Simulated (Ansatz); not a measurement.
A series in volume scale on Te

Plane-wave DFT, scalar-relativistic PAW made under PBE with cores redone for the functional, no dispersion; the given relaxed cell is scaled uniformly, energy at zero smearing counts from the unscaled cell, pressure at the given Fermi-Dirac smearing is positive in compression. The results are calculated, by Ansatz 0.2.0.

The cell before it is scaled or strained (space group Im-3m, No. 229):
```
Te
1.0
     -1.9246     1.9246     1.9246
      1.9246    -1.9246     1.9246
      1.9246     1.9246    -1.9246
Te
1
Direct
  0.00000 0.00000 0.00000
```

Settings of every row: spin polarised no; functional r2SCAN; wave cutoff 500 eV; smearing width 0.1 eV; k mesh 13x13x13.

Atom starting moment: 0 on all atoms.

Limits: no spin-orbit coupling, which can matter with elements this heavy; the cell comes from a prototype or a list of computed structures and needn't be the stable phase.

```csv
row,volume scale,V (Å³/atom),energy change per atom (meV),pressure (GPa)
1,0.88,25.094,96.64,10.14
2,0.92,26.234,39.76,6
3,0.96,27.375,9.3,2.7
4,1.04,29.656,?,?
5,1.08,30.797,28.36,-3.64
6,1.12,31.937,59.64,-4.92
```

Question: what energy change per atom and pressure should row 4 give?

Worked fit of energy change per atom. Take u = (V_r/V)^(2/3) − 1 with V_r = 27.375 Å³ an atom, which is twice the finite (Eulerian) strain; such expansions in the strain, on which the Birch-Murnaghan equation of state is built, carry the rest volume and the bulk modulus. The shown rows have u = 0.05972, 0.02879, 0, -0.07552, -0.09765. Least squares give energy change per atom = 9.403 + 706.42 × u + 12554.2 × u² meV; a straight line predicts inner rows, each left out in turn, worse (root mean square 33 against 0.79 meV). The rows lie off it by 0.28, -0.39, -0.10, 0.71, -0.49 (root mean square 0.44 meV). The withheld row has u = -0.05196, so the fit gives 9.403 + 706.42 × (-0.05196) + 12554.2 × (-0.05196)² = 6.59 meV.

The calculation gave 7.53 meV. The fit lies 0.94 meV (12 % of the value, 1.1 % of the column's range) below it; its largest miss of a shown row is 0.71 meV.

Worked fit of pressure. Take u = (V_r/V)^(2/3) − 1 with V_r = 27.375 Å³ an atom, which is twice the finite (Eulerian) strain; such expansions in the strain, on which the Birch-Murnaghan equation of state is built, carry the rest volume and the bulk modulus. The shown rows have u = 0.05972, 0.02879, 0, -0.07552, -0.09765. Least squares give pressure = 2.703 + 106.69 × u + 295.4 × u² GPa; a straight line predicts inner rows, each left out in turn, worse (root mean square 0.78 against 0.034 GPa). The rows lie off it by 0.01, -0.02, 0.00, 0.03, -0.02. The pressure vanishes at u = -0.0274, or V = 28.54 Å³ an atom, and there the bulk modulus at fixed shape and fractions is B = −V dP/dV = (2/3)(1 + u) dP/du = 58.7 GPa. The withheld row has u = -0.05196, so the fit gives 2.703 + 106.69 × (-0.05196) + 295.4 × (-0.05196)² = -2.04 GPa.

The calculation gave -2 GPa. The fit lies 0.04 GPa (2 % of the value, 0.27 % of the column's range) below it; its largest miss of a shown row is 0.03 GPa.
